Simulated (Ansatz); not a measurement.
**From F to Br: the dipole moment**

Gas-phase molecules, one atom swapped for its congeners: Sn(CH3)F; Sn(CH3)Cl; Sn(CH3)Br. All are singlets with charge 0.

Shapes, held fixed at every level: PBE0-D4/def2-TZVP. Programs: Ansatz 0.2.0. Values in D.

| level | Sn(CH3)F | Sn(CH3)Cl | Sn(CH3)Br |
| --- | --- | --- | --- |
| PBE-D4/def2-TZVPP | 2.56 | 2.69 | 2.70 |
| r2SCAN-D4/def2-TZVPP | 2.64 | 2.80 | 2.82 |
| B3LYP-D4/def2-TZVPP | 2.78 | 2.87 | 2.90 |
| wB97M-V/def2-TZVPP | 2.76 | 2.93 | 3.02 |

At wB97M-V/def2-TZVPP the dipole moment rises at every step, from 2.76 to 3.02 D. Every level shows the same order. For atoms past krypton def2 sets carry core potentials with scalar relativity. Relativity is left out for Br.

The dipole moment grows from fluoride to bromide even though the halogen becomes less electronegative, so it does not track the ionicity of the Sn–X bond. A dipole reflects both the charge separated and the distance over which it is separated. Down the group the Sn–X bond becomes less polar but longer, and the added length probably slightly outweighs the loss of charge. The tin(II) lone pair and the methyl group also contribute to the total vector, so a changing balance among these terms may play a part.

The step from F to Cl is the larger one at every level. From Cl to Br the increase nearly vanishes with PBE (2.69 to 2.70 D) but is clear with wB97M-V (2.93 to 3.02 D), so the order is better supported than the size of that last step. Both hybrids lie above both semilocal functionals for every halide, possibly because exact exchange favours a more polar Sn–X bond. Without atomic charges or a decomposition of the dipole, the competing contributions cannot be separated.
